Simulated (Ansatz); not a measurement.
# Zr: energy change per atom and pressure against volume scale

Results calculated with Ansatz 0.2.0, not measured. Plane-wave DFT, scalar-relativistic PAW made under PBE with cores redone for the functional, no dispersion; the given relaxed cell is scaled uniformly, energy at zero smearing counts from the unscaled cell, pressure at the given Fermi-Dirac smearing is positive in compression.

The cell before it is scaled or strained (space group Fd-3m, No. 227):
```
CELL_PARAMETERS angstrom
0.00000 3.02710 3.02710
3.02710 0.00000 3.02710
3.02710 3.02710 0.00000
ATOMIC_POSITIONS crystal
Zr 0.12500 0.12500 0.12500
Zr 0.87500 0.87500 0.87500
```

Settings of every row: spin polarised no; functional LDA; wave cutoff 420 eV; smearing width 0.1 eV; k mesh 10x10x10.

Atom starting moment: 0 on all atoms.

Limits: some atoms lie unusually close (a squeezed, shaken or made-up cell).

| row | volume scale | V (Å³/atom) | energy change per atom (meV) | pressure (GPa) |
| --- | --- | --- | --- | --- |
| 1 | 0.88 | 24.41 | 59.19 | 6.56 |
| 2 | 0.92 | 25.519 | ? | ? |
| 3 | 0.96 | 26.629 | 4.67 | 1.75 |
| 4 | 1.04 | 28.848 | 6.4 | -1.49 |
| 5 | 1.08 | 29.957 | 22.24 | -2.76 |
| 6 | 1.12 | 31.067 | 46.87 | -3.86 |

Question: what energy change per atom and pressure should row 2 give?

Worked fit of energy change per atom. Take u = (V_r/V)^(2/3) − 1 with V_r = 28.848 Å³ an atom, which is twice the finite (Eulerian) strain; such expansions in the strain, on which the Birch-Murnaghan equation of state is built, carry the rest volume and the bulk modulus. The shown rows have u = 0.1178, 0.05481, 0, -0.02483, -0.0482. Least squares give energy change per atom = 6.463 − 460.364 × u + 7714.06 × u² meV; a straight line predicts inner rows, each left out in turn, worse (root mean square 25 against 0.51 meV). The rows lie off it by -0.09, 0.27, -0.06, -0.41, 0.30 (root mean square 0.26 meV). The withheld row has u = 0.08518, so the fit gives 6.463 − 460.364 × (0.08518) + 7714.06 × (0.08518)² = 23.22 meV.

The calculation gave 23.49 meV. The fit lies 0.27 meV (1.1 % of the value, 0.5 % of the column's range) below it; its largest miss of a shown row is 0.41 meV.

Worked fit of pressure. Take u = (V_r/V)^(2/3) − 1 with V_r = 28.848 Å³ an atom, which is twice the finite (Eulerian) strain; such expansions in the strain, on which the Birch-Murnaghan equation of state is built, carry the rest volume and the bulk modulus. The shown rows have u = 0.1178, 0.05481, 0, -0.02483, -0.0482. Least squares give pressure = −1.528 + 53.777 × u + 125.29 × u² GPa; a straight line predicts inner rows, each left out in turn, worse (root mean square 0.43 against 0.077 GPa). The rows lie off it by 0.01, -0.05, 0.04, 0.03, -0.03 (root mean square 0.035 GPa). The withheld row has u = 0.08518, so the fit gives −1.528 + 53.777 × (0.08518) + 125.29 × (0.08518)² = 3.96 GPa.

The calculation gave 3.95 GPa. The fit lies 0.01 GPa (0.096 % of the column's range) above it, one unit of the last digit.
